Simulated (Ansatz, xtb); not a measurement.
**Two isomers of C2H8F3PSi2**

Structure I is `FC(F)(F)C[Si@H]([SiH3])P`, a singlet and structure II is `FC(F)(F)C[SiH2]P[SiH3]`, a singlet. Both are isolated molecules in the gas phase, relaxed with r2SCAN-D4/def2-SVP, each in the lowest conformer that the search found.

Question: Estimate which is lower in electronic energy at CCSD(T)/def2-SVP + ΔMP2/def2-TZVPP, and by roughly how much.

Answer: The CCSD(T)/def2-SVP + ΔMP2/def2-TZVPP calculation puts structure II lower, by 5.7 kcal/mol.

Level by level:

```json
{"level": "GFN2-xTB", "geometry": "GFN2-xTB", "E(II) − E(I) (kcal/mol)": "−13.5", "departure from the last row (kcal/mol)": "−7.8", "job, with rough time for the two": "optimisation, 0.86 s"}
{"level": "HF/STO-3G", "geometry": "GFN2-xTB", "E(II) − E(I) (kcal/mol)": "−3.0", "departure from the last row (kcal/mol)": "+2.6", "job, with rough time for the two": "single point, 1.6 s"}
{"level": "r2SCAN-D4/def2-SVP//GFN2-xTB", "geometry": "GFN2-xTB", "E(II) − E(I) (kcal/mol)": "−4.5", "departure from the last row (kcal/mol)": "+1.2", "job, with rough time for the two": "single point, 9.9 s"}
{"level": "r2SCAN-D4/def2-SVP", "geometry": "r2SCAN-D4/def2-SVP", "E(II) − E(I) (kcal/mol)": "−3.5", "departure from the last row (kcal/mol)": "+2.1", "job, with rough time for the two": "optimisation, 3.9 min"}
{"level": "HF/def2-SVP", "geometry": "r2SCAN-D4/def2-SVP", "E(II) − E(I) (kcal/mol)": "−6.1", "departure from the last row (kcal/mol)": "−0.5", "job, with rough time for the two": "part of the CCSD(T) run"}
{"level": "MP2/def2-SVP", "geometry": "r2SCAN-D4/def2-SVP", "E(II) − E(I) (kcal/mol)": "−4.9", "departure from the last row (kcal/mol)": "+0.8", "job, with rough time for the two": "part of the CCSD(T) run"}
{"level": "CCSD(T)/def2-SVP", "geometry": "r2SCAN-D4/def2-SVP", "E(II) − E(I) (kcal/mol)": "−3.7", "departure from the last row (kcal/mol)": "+2.0", "job, with rough time for the two": "single point"}
{"level": "CCSD(T)/def2-SVP + ΔMP2/def2-TZVPP", "geometry": "r2SCAN-D4/def2-SVP", "E(II) − E(I) (kcal/mol)": "−5.7", "departure from the last row (kcal/mol)": "", "job, with rough time for the two": "single point, 4 min"}
```

As drawn, II has 1 P–Si, 1 Si–H in place of 1 Si–Si, 1 P–H.

The levels shown agree on the order. The largest departure from CCSD(T)/def2-SVP + ΔMP2/def2-TZVPP is that of GFN2-xTB, 7.8 kcal/mol. The last row adds to CCSD(T) the change of the MP2 difference between the two basis sets, here −2.0 kcal/mol.

With thermal terms from frequencies at re-optimised GFN2-xTB minima (ideal gas, soft modes damped towards free rotors, one conformer each, 298.15 K, 1 atm): the zero-point term adds +0.2 kcal/mol; ΔH is −5.7 and ΔG −5.1 kcal/mol.

The correlated steps freeze 20 core orbitals. Mirror images aren't counted in ΔG. Codes used: Ansatz 0.2.0, xtb 6.7.1; the last row on 2 threads of Intel(R) Xeon(R) Processor @ 2.70GHz on a shared host.

Structure II is favoured modestly, and the exchange of bonds suggests why. Moving the second silyl group from silicon to phosphorus gives up a relatively weak, nonpolar Si–Si bond and a P–H bond for a polar P–Si bond and a strong Si–H bond. The gain on the silicon side probably outweighs any loss in replacing P–H by P–Si.

In the small basis, correlation works against this preference, which shrinks from −6.1 kcal/mol at HF to −3.7 at CCSD(T), perhaps because the branched Si–Si isomer has more intramolecular dispersion. The larger basis restores most of that loss, so the closeness of HF/def2-SVP to the final value reflects cancellation rather than a negligible role for correlation. Thermal terms barely alter the balance, as expected for isomers that differ by a local exchange of single bonds. The preference is thermodynamic and says nothing about how readily I would rearrange to II, since that requires breaking strong σ bonds.
